**Bond points in a silicon-containing radical**

The molecule is a chain: a CH₂ group with an unpaired electron (C1), a middle CH₂ (C2), an SiH₂ group (Si3), an oxygen (O4) and a methyl group (C5). Along the line joining two bonded atoms the electron density falls away from each nucleus and passes through a minimum, the bond point. In the directions across the bond the density is at a maximum there. Each row describes one such point, and the columns "first atom" and "second atom" say which bond it belongs to.

QTAIM bond critical points of the neutral doublet radical CH₂CH₂SiH₂OCH₃ in the gas phase, computed with PySCF 2.14.0 at the Hartree–Fock/def2-TZVP level on a GFN2-xTB geometry. Atoms are numbered C1, C2, Si3, O4 and C5, with H6–H7 on C1, H8–H9 on C2, H10–H11 on Si3 and H12–H14 on C5. The energy density is the sum of its kinetic and potential parts.

| row | density (a.u.) | first atom | second atom | laplacian (a.u.) | ellipticity | energy density (a.u.) |
| --- | --- | --- | --- | --- | --- | --- |
| 1 | 0.295 | 1.000 | 7.000 | -1.107 | 0.051 | -0.320 |
| 2 | 0.294 | 5.000 | 12.000 | -1.123 | 0.050 | -0.313 |
| 3 | 0.294 | 1.000 | 6.000 | -1.097 | 0.052 | -0.318 |
| 4 | 0.292 | 5.000 | 14.000 | -1.103 | 0.051 | -0.310 |
| 5 | 0.292 | 5.000 | 13.000 | -1.102 | 0.051 | -0.309 |
| 6 | 0.287 | 1.000 | 2.000 | -0.882 | 0.108 | -0.293 |
| 7 | 0.281 | 2.000 | 9.000 | -1.010 | 0.035 | -0.296 |
| 8 | 0.281 | 2.000 | 8.000 | -1.005 | 0.036 | -0.297 |
| 9 | 0.260 | 4.000 | 5.000 | -0.223 | 0.010 | -0.404 |
| 10 | 0.144 | 3.000 | 4.000 | 1.017 | 0.074 | -0.045 |
| 11 | 0.125 | 3.000 | 10.000 | 0.244 | 0.030 | -0.077 |
| 12 | 0.124 | 3.000 | 11.000 | 0.242 | 0.033 | -0.076 |
| 13 | 0.117 | 2.000 | 3.000 | 0.167 | 0.038 | -0.073 |

**1. Which bonds have the most density at their bond points, and which the least?**

The C–H bonds and the C–C bond lie highest, between 0.281 and 0.295 a.u., and C–O follows at 0.260. All four bonds of silicon lie far below, at 0.144 or less. The table thus falls into two groups, and what separates them is whether silicon takes part.

Two limiting cases help to explain this. When two equal, compact atoms share a pair of electrons, density piles up between them and the minimum along the bond is shallow. When one atom hands its valence electrons over completely, two closed shells face each other with a deep valley between them. Silicon departs from the first limit in two ways. Its valence electrons belong to the third shell and are spread over a larger volume, so even an evenly shared pair would be thin at the bond point. Its bonds are also displaced towards the second limit, because carbon, hydrogen and oxygen all attract electrons more strongly than silicon does. Polarity alone doesn't set the density, though: Si–O, the most polar of the four by electronegativity, has the highest density among them.

**2. Could it simply be that silicon's bonds are longer?**

Length matters, but it doesn't account for the gap. The C–C bond and the Si–H bonds are almost equally long in this structure, differing by about 0.01 Å. Even so, the C–C bond point has 2.3 times the density.

Carbon and oxygen give a second warning. The C–C bond is 0.06 Å longer than C–O and still has the higher density at its bond point. Here too polarity offers an explanation: oxygen draws the shared electrons towards itself and leaves less of them near carbon, where the bond point lies. Density can therefore serve as a measure of length only among bonds of the same kind between similar atoms.

**3. Why is the Laplacian positive at silicon and negative everywhere else?**

The Laplacian is the sum of three curvatures of the density. The two across the bond are negative, since the density is at a maximum there, and the one along the bond is positive, since it is at a minimum. A negative Laplacian means that the crosswise concentration wins. A positive one means that the valley along the bond wins.

Si–O and C–O make the best comparison, because they share the same oxygen atom. The curvature along the bond is 1.60 a.u. in Si–O, twice the 0.81 a.u. in C–O. The crosswise curvatures, which could offset it, are weaker in Si–O: they add up to 1.017 − 1.602 = −0.585 a.u. Both changes push the Laplacian upwards.

The physical picture is a steep-sided valley. Silicon has lost part of its valence density to its neighbours, as its Hirshfeld charge of about +0.47 suggests. The bond point then lies between silicon's compact inner shells and the density gathered around oxygen, and the density climbs quickly on both sides. The methyl carbon, nearly neutral on the same scale, has a more compact valence shell and keeps more density at the bond point.

**4. Does a positive Laplacian mean that silicon's bonds are ionic?**

Not by itself. The energy density H helps here, as it adds the kinetic energy density G, which is positive, to the potential energy density V, which is negative. Where H is negative, the attraction outweighs the kinetic cost of holding electrons at that place, which is usually read as a sign of sharing. It is negative in all thirteen rows.

G and V can be recovered from the table through the local virial relation, which in atomic units says that a quarter of the Laplacian equals 2G + V. With H = G + V this gives G = Laplacian/4 − H and V = H − G. For Si–O:

- Laplacian/4 = 1.017/4 = 0.254
- G = 0.254 + 0.045 = 0.299
- V = −0.045 − 0.299 = −0.344
- |V|/G = 0.344/0.299 = 1.15

The ratio places each bond on a scale with two marks. Below 1 the energy density would be positive, as in the contact of two closed shells; above 2 the Laplacian is negative, as in ordinary shared bonds. Silicon's bonds lie between the marks, from 1.15 for Si–O to 1.64 for Si–C, so they are polar bonds with some sharing. All other bonds lie above 2. The relation holds by construction, so it sorts the bonds but provides no independent test of the picture.

**5. Si–O has much less density than C–O. Is it the weaker bond?**

That conclusion would be wrong. C–O has 1.8 times the density of Si–O at the bond point, yet Si–O bonds are generally the stronger of the two. The energy density misleads in the same way: it is most negative for C–O and least negative for Si–O.

The strength of a bond is the energy needed to separate two whole fragments. In a polar bond much of that energy comes from the attraction between a positive and a negative atom, which is spread over the entire region around them. A value taken at a single point doesn't collect it. Between bonds of different pairs of atoms, the density at the bond point is therefore no ranking of strength.

This matters for reading such tables in electronics, where molecules with Si–O, Si–C and Si–H bonds serve as precursors for insulating films. The low density at silicon reflects the atom's large valence shell as well as its polar bonds. It doesn't tell which bond breaks first during deposition, since that depends on the reaction partner and on the barrier.

**6. What does the C–C bond reveal about the unpaired electron?**

Ellipticity measures how far the density around a bond departs from a round cross-section: it is the ratio of the two crosswise curvatures, less one. A purely cylindrical bond has zero. The C1–C2 bond has the highest value in the table, 0.108, against 0.074 for the next, Si–O. Its density therefore extends further in one crosswise direction than in the other.

The unpaired electron sits mainly on C1, in a p orbital that points nearly parallel to the bond between C2 and silicon. In this arrangement the p orbital can mix with the electron pair of the C–Si bond, an effect known as hyperconjugation. Mixing would put some π character into C1–C2 and some spin on silicon. The calculation does place a little spin there, about 0.07 of an electron, which is slightly more than on the carbon in between.

These signs agree with hyperconjugation but don't measure it. A flat radical carbon has different densities within and above its plane, so it would make the bond somewhat elliptical even with no silicon nearby. A useful test would turn the CH₂ group until its p orbital is perpendicular to the C–Si bond, and then compare the two shapes. Even that wouldn't switch hyperconjugation off, because the C–H bonds of C2 would then mix with the p orbital more strongly. In any case C1–C2 is no double bond, as its calculated bond order is close to one.

**7. What would change if carbon took silicon's place?**

The table contains much of the answer, because each type of silicon bond has a carbon partner in the same molecule. Si–O would become a C–O bond, Si–H a C–H bond and Si–C a C–C bond. In each pair the carbon member has about twice the density or more, and its Laplacian is negative. The carbon chain should therefore lose the lower group of rows altogether.

The comparison is least exact for C–C. The one such bond in the table ends at the radical carbon and is shorter than an ordinary single bond, so its density is probably somewhat high for the purpose. The direction of the change is safe, because the gap between the two groups is much larger than the differences within the C–H family.

**8. Which digits can be trusted, and what would another method alter?**

The three C–H bonds of the methyl group give a useful scale. They are chemically alike, yet their densities spread over 0.002 a.u. because the molecule is held in one particular shape. Differences of that size, such as the one between the two Si–H bonds, deserve no chemical explanation.

A difference of about 0.01 a.u. between groups of C–H bonds is another matter. Those on the radical carbon are denser than those on C2 and also shorter, as befits a flat carbon atom. Those of the methyl group are denser than those on C2 by 0.012 a.u. although they are no shorter. Length can't be the reason in that case; the pull of the neighbouring oxygen may be, but this is a guess, since the two carbons differ in more than one neighbour.

A change of method would matter most for the polar bonds. Hartree–Fock leaves out electron correlation and tends to exaggerate charge separation, and the structure comes from a simpler tight-binding method, so the bond lengths carry errors of their own. The signs most exposed to such errors are those near a mark on the scale of question 4. C–O, at 2.16, lies just above the point where its Laplacian would turn positive, and Si–O isn't far above the point where its energy density would. The C–H and C–C bonds have ratios of 5 or more, and their negative Laplacians are in no such danger.
